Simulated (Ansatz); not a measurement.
## A substitution series on C: CH3 to F

Gas-phase molecules. On one C centre, n of the CH3 ligands are replaced by F. The atomisation energy (no zero-point term) y in kJ/mol at CCSD(T)/CBS estimate. Shapes: PBE0-D4/def2-TZVP. Programs: Ansatz 0.2.0.

| molecule | n | y (kJ/mol) |
| --- | --- | --- |
| C5H12 | 0 | 6693 |
| C4H9F | 1 | 5516 |
| C3H6F2 | 2 | ? |
| C2H3F3 | 3 | 3182 |
| CF4 | 4 | 1997 |

Q: Fit y = c + s·n to the known rows and predict C3H6F2.

A: 
1. Means of the 4 rows: n = 2.00000, y = 4347.0.
2. Σ(Δn)² = 10, Σ(Δn·Δy) = -11726, so the slope is -11726/10 = -1172.6.
3. Intercept: 4347.0 − (-1172.6) × 2.00000 = 6692.2. The largest residual of the fit is 7.6.
4. C3H6F2: 6692.2 + (-1172.6) × 2 = 4347 kJ/mol.

The run gave 4349 kJ/mol, so the prediction is off by -2 kJ/mol, within the largest residual. The steps per swap are -1177, -1167, -1167, -1185 kJ/mol. The slope is the difference between a C–F and a C–CH3 bond with the ligands’ own bonds. Other levels give for C3H6F2: r2SCAN-D4/def2-TZVPP 4366; BHLYP-D4/def2-TZVPP 4211; CCSD(T)/def2-TZVPP 4250 kJ/mol. The CBS estimate extrapolates MP2 from def2-TZVPP and def2-QZVPP and adds CCSD(T) − MP2 in the triple-zeta set, cores frozen.

The steep fall in atomisation energy doesn't mean that fluorination weakens the bonding at the central carbon. Each swap exchanges a C–C bond for a stronger, more polar C–F bond, but also removes the three C–H bonds of the methyl group, and this loss dominates the slope. The near-constant steps show that the net interactions between ligands change little on this scale, not that they are absent. Geminal fluorines stabilise one another by donation from a fluorine lone pair into a neighbouring C–F σ* orbital, while methyl groups also donate to the electron-poor carbon. These effects probably offset each other in the middle of the series. The largest drop, -1185 kJ/mol on going to CF4, is consistent with losing the last methyl donor, and it breaks any simple picture of steadily growing geminal stabilisation. For C3H6F2, the gap between 4250 and 4349 kJ/mol far exceeds the fit error, probably because the smaller basis misses correlation energy in the bonds. Good additivity is therefore no test of absolute accuracy.
